## Effective time step under rejection in a 16-atom Si cell

**The rule.** Time steps are in Ha$^{-1}$ ($\hbar=m_e=1$). A diffusion Monte Carlo (DMC) move proposes $R'=R+\tau\nabla\ln|\Psi_T|+\Delta r$, with $\Delta r$ Gaussian of variance $\tau$ per coordinate. It is accepted with Metropolis probability $p$. Rejected walkers stay put, so diffusion slows by (Umrigar, Nightingale and Runge, 1993)

$$s=\frac{\tau_{\rm eff}}{\tau}=\frac{\langle p\,\Delta r^2\rangle}{\langle \Delta r^2\rangle}.$$

**Why it matters.** Take fixed nodes and the locality approximation for the pseudopotential, so the local energy $E_L$ acts as a potential. Drift-diffusion is generated by $H_0=H-E_L$, with $H_0\Psi_T=0$ and excitation energies $\epsilon_n$. With uniform slowing and branching at $\tau$, the walk projects onto the ground state of $sH_0+E_L$. Because $H_0\Psi_T=0$, the walker average of $E_L$ equals its eigenvalue. With $\delta=E_L-E_{\rm VMC}$ as perturbation ($E_{\rm VMC}$ is the variational energy of $\Psi_T$), every denominator becomes $s\epsilon_n$:

$$E=E_{\rm VMC}-\frac{A}{s}+\frac{B}{s^2}+\dots,\qquad A=\sum_{n>0}\frac{|\delta_{n0}|^2}{\epsilon_n}.$$

The second-order gain is inflated by $\tau/\tau_{\rm eff}$, and the energy is too low by $A(1/s-1)$. The third-order term $B$ alters this by a fraction $(B/A)(1+1/s)$. Branching with $\tau_{\rm eff}$ gives $s(H_0+E_L)=sH$ and removes the bias at all orders.

**A model for $s$.** Let $\Psi_T=e^{-\omega|R|^2/2}$ and $a=\omega\tau$. Then $p=\min(1,e^{\Delta})$ with $\Delta=\tfrac12\omega^2\tau(|R|^2-|R'|^2)$. Per coordinate, $\Delta$ has mean $-a^3/4$ and variance $a^3/2+a^6/8$.

- One electron at a time: $1-p\approx\sqrt2\,a^{3/2}/\pi$ and $1-s=\frac{4\sqrt2}{3\pi}a^{3/2}+\frac{a^2}{2}+O(a^3)$. Long steps are rejected more often, hence the factor $4/3$.
- All $N$ electrons together: $\Delta$ is nearly Gaussian, $p\approx\mathrm{erfc}\sqrt{3Na^3/16}$ and $s\approx p\,(1-a^2/2)$.

**Inputs.** Four valence electrons per atom give $N=64$. The value $\omega=2$ Ha is chosen so that one-electron rejection at $\tau=0.01$ is 0.13 %, a typical order for pseudopotential Si. The gain 0.2 eV/atom is chosen as typical of a Slater–Jastrow function, so $A=3.2$ eV per cell, all counted as second order.

| Move | $\tau$ (Ha$^{-1}$) | $a$ | $1-s$ (%) | $A(1/s-1)$ (eV) | $aA$ (eV) |
|---|---|---|---|---|---|
| one electron | 0.01 | 0.02 | 0.19 | 0.006 | 0.064 |
| one electron | 0.02 | 0.04 | 0.56 | 0.018 | 0.13 |
| one electron | 0.05 | 0.10 | 2.4 | 0.08 | 0.32 |
| all electrons | 0.01 | 0.02 | 1.1 | 0.036 | 0.064 |
| all electrons | 0.02 | 0.04 | 3.2 | 0.11 | 0.13 |
| all electrons | 0.05 | 0.10 | 13 | 0.47 | 0.32 |

**Trend.** The spread of $\Delta$ grows as $\tau^{3/2}$, and the bias follows it. One-electron $s$ is independent of $N$, so that bias is constant per atom. For all-electron moves the variances add, $1-s\propto\sqrt N$ while it is small, and the bias per atom grows with cell size. The model's largest bias, 0.47 eV, is about 0.4 of the compiled gap of 1.12 eV (Wing 2021). A gap is a difference of two cell energies, so only the uncancelled part enters it.

**What $\tau_{\rm eff}$ leaves.** The last column sizes the ordinary linear time-step term. Under a reversible chain a coordinate $x$ decorrelates per step by $1-\lambda=\langle(x'-x)^2\rangle/2\langle x^2\rangle\approx sa+a^2/2$. Weights averaged over the start and end of each step give a gain $\propto a[1/(1-\lambda)-\tfrac12]\approx 1/s-a$ for $s$ near 1. For this mode the term raises the energy by about $aA$, opposite to the rejection bias. It exceeds that bias in every row except the last, so extrapolation to $\tau\to0$ remains necessary.

Slowing is also not uniform. To leading order the local rejection rate is proportional to the distance from the centre in the moved coordinates. Its relative spread is 42 % for one electron and 5 % for 64. A single $\tau_{\rm eff}$ can leave a residue of that relative order. Real Si adds nodes, where the drift diverges and rejections cluster, so its slowing is less uniform than the model's.